## A crystal that pushes outwards

The Hartree-Fock row looks wrong. Held in the same cell as the other four, strontium oxide pushes outwards with 3.6 GPa, while every other level pulls weakly inwards. The atoms don't differ between rows; only the treatment of the electrons does.

Hybrid-functional and Hartree-Fock calculations with Ansatz 0.2.0 (plane waves, PAW) for cubic SrO (Fm-3m, 2 atoms per cell), all in the same fixed cell from r2SCAN. The k mesh is 6×6×6, with fixed occupations and no spin polarisation. Pressure is positive in compression and rounded to 0.1 GPa.

| functional | wave cutoff | pressure (GPa) |
| --- | --- | --- |
| DDH-PBE0 | 420 eV | -0.500 |
| HSE06 | 420 eV | -0.300 |
| Hartree-Fock | 420 eV | 3.600 |
| PBE0 | 420 eV | -0.400 |
| r2SCANh | 500 eV | -0.500 |

A positive pressure means that the cell is too small for that level of theory, a negative one that it is too large. Cubic symmetry makes the stresses along the three axes equal to the pressure, so each row carries one independent result. The cell comes from an r2SCAN calculation. A pressure near zero therefore means agreement with r2SCAN, which need not be agreement with nature.

## From pressure to lattice constant

A pressure becomes useful once it is turned into a length. Let $P$ be the pressure, $B$ the bulk modulus (the resistance to compression) and $a$ the cube edge. For a small change, the cell relaxes by $\Delta V/V \approx P/B$, and since $V=a^3$ the edge changes by a third of that:

$$\frac{\Delta a}{a}\approx\frac{P}{3B}.$$

For SrO, $B$ is roughly 90 GPa, a recalled value. Hartree-Fock then gives $3.6/(3\times 90)\approx 0.013$, an expansion of 1.3 %, or about 0.07 Å on an edge of 5.16 Å. A bulk modulus between 80 and 100 GPa would move this only between 1.5 and 1.2 %.

The same relation, applied to the four hybrids (functionals that mix in a share of exact exchange), gives contractions of 0.1 to 0.2 %. They differ from one another by at most about 0.0035 Å. Heating an oxide by a hundred kelvin changes its edge by roughly as much or more. Their order should not be used either, because the stresses were loosely converged and r2SCANh was run at a higher cutoff. A finite cutoff also tends to bias a plane-wave pressure towards tension, and no cutoff test was run, so part of the common inward pull may come from the basis. The printed output after the text lists the estimate for each row.

## Why Hartree-Fock makes the crystal too large

In Hartree-Fock each electron feels only the average field of the others. Real electrons also avoid one another from moment to moment, and this correlation lowers the energy. Part of the gain arises between neighbouring ions, and it grows as they come closer. A theory without correlation lacks this inward pull, so its crystal settles at a larger spacing.

Two argon atoms show the effect in its purest form. Their closed shells attract only through correlated fluctuations, and Hartree-Fock finds no bond between them at all. SrO also consists of closed-shell ions, but opposite charges hold it together, and Hartree-Fock describes that attraction well. The comparison suggests only the direction of the error. The hybrids describe little of that long-range attraction themselves, and their correlation acts where the ions overlap. Correlation within each ion can also work the other way, so the pressure shows only the net effect.

This cause rests on theory. Hartree-Fock differs from PBE0 in two ways at once: it has no correlation, and it uses full exact exchange instead of a quarter. The runs give a hint. DDH-PBE0 differs from PBE0 only in its share of exact exchange, which its wider gap marks as slightly larger, and its pressure is 0.12 GPa lower. If that small step survives tighter convergence, more exact exchange pulls the cell inwards, and the outward push belongs to the missing correlation. A run with full exact exchange and PBE correlation in the same cell would settle it.

## Why its gap is too wide

The band gap is the energy between the highest filled and the lowest empty level. In the same runs Hartree-Fock gives 12.9 eV, which is 2.3 times the PBE0 value. The measured gap is roughly 5 to 6 eV, again as recalled.

The cause is related to that of the expansion. When an electron is added to a real crystal or removed from it, the surrounding ions polarise and lower the energy cost. Hartree-Fock levels leave out this response, called screening, so the empty levels lie too high and the filled ones too low. A hybrid imitates screening by using only a fraction of the exact exchange. Among these levels the gap is therefore expected to follow that fraction, and adding PBE correlation to Hartree-Fock would not be expected to close it.

The choice among hybrids now matters. Their gaps run from 4.6 eV for r2SCANh to 5.7 eV for DDH-PBE0, a spread of about 1 eV. r2SCANh lies lowest, in keeping with its small share of exact exchange, about a tenth. DDH-PBE0 sets its share from the inverse of the dielectric constant, and its gap close to that of PBE0 suggests a share near a quarter.

## One change, two very different effects

HSE06 and PBE0 make the clearest comparison. Both use a quarter of exact exchange at short distance, but HSE06 replaces it at long distance by an ordinary density functional. Going from HSE06 to PBE0 widens the gap by 0.73 eV. The pressure changes by only 0.05 GPa, less than the loose convergence allows one to interpret.

The levels show how the gap opens. The top of the filled bands drops by 0.39 eV and the bottom of the empty bands rises by 0.34 eV. Exact exchange acts differently on filled and empty levels, whereas the density functional gives both much the same potential. Restoring the long-range part therefore pushes the two apart.

The pressure depends on something else: how the total energy of the filled levels changes with volume. The long-range part of the exchange is not small: the exact-exchange terms of the two runs differ by 6.6 eV per cell. But exchange keeps exactly one electron's worth of charge away from each electron, and in an insulator this hole lies close around it. Seen through a long-range interaction, it is expected to give nearly the same energy per electron at any volume, and a density functional whose hole holds the same charge reproduces it. The total energies differ by only 0.09 eV, and the slope hardly changes. The same argument can be tried on other wide-gap ionic solids: long-range exchange should show up in the gap well before it shows up in the lattice constant.

## What the levels cost

All five levels need exact exchange, which is the expensive part, so Hartree-Fock saves little against PBE0. The work for exchange grows with the number of pairs of k points, the sampling points of the electron waves. Refining the mesh from 6×6×6 to 8×8×8 multiplies the pairs on the full mesh by 5.6; with the symmetry of this crystal in use the factor is expected to be somewhat smaller. HSE06 usually reaches a converged result on a coarser mesh because its exact exchange is short-ranged, and this is its main economy. Only one mesh was run here, so the gaps of the levels with long-range exact exchange may still shift somewhat on a finer one.

The remaining differences are smaller. The higher cutoff used for r2SCANh means about 1.3 times as many plane waves. DDH-PBE0 needs a dielectric constant before it can start.

## Choosing for a purpose

For a lattice constant to about half a per cent, the four hybrids are interchangeable here, and by the estimate none would move the r2SCAN cell by more than 0.2 %. A semilocal functional such as r2SCAN, which avoids exact exchange altogether, is then the economical choice for the structure. Hartree-Fock would stretch that cell by more than a per cent, well outside that tolerance.

For a gap, the functional has to be chosen with care. PBE0 and DDH-PBE0 fall within the rough measured range, while HSE06 and r2SCANh fall somewhat below it. That range is recalled and about as wide as the spread itself, and the computed gaps leave out lattice vibration and the electron-hole attraction seen in optical data, so the comparison does not single out a best hybrid. The practical rule for SrO is to settle the cell with the cheaper functional and to spend the exact exchange on the gap, where a change of hybrid can move the answer by an electronvolt.

Numerical output:

```
Pressure, estimated relaxation of the edge, and gap:
           row  pressure_GPa  edge_change_percent  edge_change_A  gap_eV
      DDH-PBE0       -0.4991              -0.1848      -0.009538   5.651
         HSE06       -0.3289              -0.1218      -0.006285   4.794
  Hartree-Fock         3.591                 1.33        0.06862   12.86
          PBE0       -0.3825              -0.1417       -0.00731   5.527
       r2SCANh       -0.5117              -0.1895      -0.009779    4.61
Spread of pressure among the four hybrids (GPa): 0.1828
The same spread as a change of the edge (angstrom): 0.003494
Hartree-Fock less PBE0, pressure (GPa): 3.973
Hartree-Fock edge change if the bulk modulus is 80 GPa (percent): 1.496
Hartree-Fock edge change if the bulk modulus is 100 GPa (percent): 1.197
Spread of gap among the four hybrids (eV): 1.041
Hartree-Fock gap over PBE0 gap (ratio): 2.326
PBE0 less HSE06, pressure (GPa): -0.05368
PBE0 less HSE06, gap (eV): 0.7333
PBE0 less HSE06, top of the filled bands (eV): -0.3895
PBE0 less HSE06, bottom of the empty bands (eV): 0.3438
DDH-PBE0 less PBE0, pressure (GPa): -0.1165
DDH-PBE0 less PBE0, gap (eV): 0.1234
Number of plane waves at the higher cutoff over the lower (ratio): 1.299
Pairs of k points on an 8x8x8 mesh over a 6x6x6 mesh (ratio): 5.619
```
